## Results and discussion

Squeezing a magnetic metal should weaken its magnetism: the atoms overlap more, the electrons gain more by spreading out than by keeping their spins parallel, and in the end the moment should collapse. The calculated curve for rocksalt MoSe follows the first half of this expectation and not the second. The moment on molybdenum shrinks in every step of compression, yet most of it is still there at the smallest volume.

Rocksalt MoSe (4-atom cell, conventional a = 5.713 Å at volume ratio 1), scaled evenly in volume, with Mo moments started at +2 and −2 μB. Ansatz 0.2.0, plane-wave PAW, scalar-relativistic, collinear r2SCAN+U (effective U = 4.38 eV on Mo d), cutoff 500 eV, 12×12×6 k mesh, Gaussian smearing of 0.1 eV. Pressure is positive in compression.

| volume ratio | energy above lowest (meV/atom) | pressure (GPa) | largest site moment (μB) |
| --- | --- | --- | --- |
| 0.8 | 254.2 | 23.21 | 3.01 |
| 0.86 | 99.7 | 12.81 | 3.14 |
| 0.92 | 21.9 | 5.45 | 3.25 |
| 0.96 | 1.4 | 1.77 | 3.33 |
| 1 | 0.0 | -1.16 | 3.39 |
| 1.04 | 13.8 | -3.48 | 3.45 |
| 1.1 | 56.3 | -6.08 | 3.54 |
| 1.18 | 141.3 | -8.34 | 3.64 |

The largest site moment, $m$, is the spin counted in a region around one Mo atom. The cell as a whole shows no moment because ferromagnetic layers of Mo alternate in direction and cancel. When the volume ratio $V$ drops from 1 to 0.8, $m$ falls by only 11 %. The loss is not just an effect of the counting region, since the absolute spin density summed over the whole cell also decreases on compression, in the six rows from 0.8 to 1.04 for which it is available.

### What the bonds do to the moment

Consider first a Mo²⁺ ion whose orbitals don't mix with those of its neighbours. It has four d electrons, and in the high-spin state all four spins are parallel, which gives 4 μB. In the opposite limit of very short bonds, the gain from electron sharing outweighs the exchange energy that keeps spins parallel, and the moment is lost. The scan lies on the high-spin side, with site moments from 3.0 to 3.6 μB. The isolated ion is only a point of reference, however. In the three most compressed rows, for which d occupations are available, the majority d shell holds 4.4 to 4.5 electrons instead of four, and it fills further on expansion. The moment is therefore not simply 4 μB less what the bonds take away.

A large part of the change in $m$ probably comes from the bond to selenium. In the ionic picture the Se p levels are filled with electrons of both spins. For the majority spin most Mo d orbitals are filled too, which leaves little room for more charge. For the minority spin the d orbitals are formally empty, so mixing carries Se charge into them, and this charge cancels part of the moment.

The calculated d occupations agree with this picture for the minority spin. Between $V=0.8$ and $V=0.92$ the minority d shell loses 0.14 electrons per Mo, while the majority shell gains only 0.04. About four fifths of the change in d spin therefore comes from the minority side.

A stretched hydrogen molecule, treated in a spin-polarised mean-field picture, behaves in a similar way. Far apart, each atom holds one electron, with opposite spins on the two atoms. As the atoms approach, each electron leaks onto the other atom and both local moments shrink. The likeness ends there: in hydrogen the two magnetic atoms mix directly and their moments finally vanish, whereas here the mixing considered is with selenium and the moments survive throughout the scan.

### How fast the mixing should fade

A two-level model estimates how fast this mixing should fade as the bonds lengthen. A filled p level and an empty d level, separated by an energy $\Delta$ and coupled by $t$, mix by a fraction of about $(t/\Delta)^2$ when $t$ is small. The usual scaling rule for p–d coupling is $t\propto r^{-7/2}$, where $r$ is the bond length. Because $r\propto V^{1/3}$, a fixed $\Delta$ gives

$$
\text{minority d charge}\;\propto\; t^2\;\propto\; r^{-7}\;\propto\; V^{-7/3}.
$$

From $V=0.8$ to $V=0.92$ the volume grows by the factor $0.92/0.8=1.15$. The minority charge should then be multiplied by $1.15^{-7/3}\approx0.72$, a fall of 28 %. The calculation gives 25 %.

The estimate has no adjustable constant, but it is slightly too steep here and also for the shorter step to $V=0.86$. It keeps $\Delta$ fixed, which the outputs don't test. It also treats the minority d shell as empty before mixing, although the solid is metallic in the six rows from 0.8 to 1.04. Some minority charge may therefore sit in partly filled d bands, and the occupations don't separate that share from the charge drawn out of selenium. The projected occupations of the other shells show where the lost minority charge reappears. Between $V=0.8$ and $V=0.92$ the Se p shells take up only about a third of it and the Se s shells about as much, while most of the rest appears in the majority d shells of the Mo atoms with opposite spin. This fits a large share for selenium, but p–d mixing is only one part of the change, and the close agreement doesn't prove the estimate right.

Fading of this kind also helps to flatten the moment curve. Mixing that fades as a steep power of distance changes most where the bonds are short. Per unit of volume ratio, $m$ rises by 1.9 μB between 0.8 and 1, but by only 1.4 μB between 1 and 1.18. The power law alone would cut this slope by about half, whereas it falls by about a quarter, so the law gives the sense of the bend and not its size.

### Why the moment does not collapse

A moment can collapse gradually, by falling ever faster, or suddenly, by a switch to another arrangement of the d electrons. A low-spin d⁴ ion, for example, would keep only about 2 μB. In this scan the fall steepens only gently. A sudden switch would normally show as a jump in $m$ and as a mismatch between energy and pressure, and neither appears. The energy steps, the largest of which is 154.5 meV per atom, agree with the work done by the pressure to within 3 meV per atom, as they should on one smooth branch.

The likely reason is that exchange within the d shell still outweighs the gain from pairing electrons at these bond lengths. The Hubbard correction on Mo favours local moments as well, and without a run that omits it, its share is unknown. The outputs give no energy for a low-spin, ferromagnetic or nonmagnetic state either. The smooth curve thus describes the high-spin branch and doesn't prove that this branch is lowest at every volume.

### What the moment does to the pressure

The trend in $m$ also fixes the direction of the magnetic contribution to the pressure $P$. At each volume the moment is expected to settle in a minimum of the energy $E(V,m)$, though not necessarily the lowest one, so $\partial E/\partial m=0$. Following this condition as the volume changes gives

$$
\frac{\partial P}{\partial m}=-\frac{\partial^2E}{\partial V\,\partial m}
=\frac{\partial^2E}{\partial m^2}\,\frac{dm}{dV}.
$$

The first factor on the right is positive at a stable minimum, and the table shows that the second is positive too. At fixed volume, a larger moment therefore pushes the crystal outward. The size of this push would require runs with the moment held at other values.

The total pressure contains much more than magnetism. It passes through zero near $V=0.98$, between two tabulated points. The row at $V=1$ is thus only the lowest point sampled, and its negative pressure means that the crystal is already slightly stretched.

Away from this balance the energy climbs faster on compression than on expansion: 254 meV per atom at 0.8 against 141 at 1.18. This is the ordinary behaviour of a solid, because the repulsion between overlapping shells grows very steeply at short distance. The bulk modulus, the resistance to a change of volume, accordingly falls from about 144 GPa in the most compressed step to 32 GPa in the most expanded one, as the printed analysis below shows.

For practical use, these stiffness values belong to a crystal held cubic. The layered magnetic order makes the stress differ along and across the layers, so a freely relaxed crystal could respond differently. The curve also compares rocksalt MoSe only with itself and gives no evidence that this phase can be made.

Printed output of the fit:

```
Bond length and stiffness of each step from the row above:
   row  'Mo-Se distance (A)'  'middle volume ratio of step'  'bulk modulus over step (GPa)'
   0.8                 2.652                            n/a                             n/a
  0.86                 2.716                           0.83                           143.9
  0.92                 2.778                           0.89                           109.2
  0.96                 2.818                           0.94                           86.48
   1.0                 2.857                           0.98                           71.78
  1.04                 2.894                           1.02                           59.16
   1.1                 2.949                           1.07                           46.37
  1.18                 3.019                           1.14                           32.21
Volume ratio where the pressure passes zero (straight line between rows): 0.9842
Energy at ratio 0.8 over energy at ratio 1.18: 1.799
Largest mismatch of energy step and pressure work (meV/atom): 2.716
Moment lost from ratio 1 to 0.8 (muB): 0.38
Moment lost from ratio 1 to 0.8 (percent): 11.21
Moment slope from 0.8 to 1 (muB per unit volume ratio): 1.9
Moment slope from 1 to 1.18 (muB per unit volume ratio): 1.389
Site moment gain from 0.8 to 1.04 (muB per Mo): 0.44
Absolute magnetisation gain from 0.8 to 1.04 (muB per Mo): 0.4055
Band overlap at 0.8 (eV): 5.046
Band overlap at 1.04 (eV): 3.702
Minority 4d loss from 0.8 to 0.92 (electrons per Mo): 0.1443
Majority 4d gain from 0.8 to 0.92 (electrons per Mo): 0.0362
Minority share of the 4d spin change (percent): 79.94
Minority 4d fall from 0.8 to 0.86, computed (percent): 13.63
Minority 4d fall from 0.8 to 0.86, squared p-d coupling estimate (percent): 15.53
Minority 4d fall from 0.8 to 0.92, computed (percent): 24.65
Minority 4d fall from 0.8 to 0.92, squared p-d coupling estimate (percent): 27.83
```
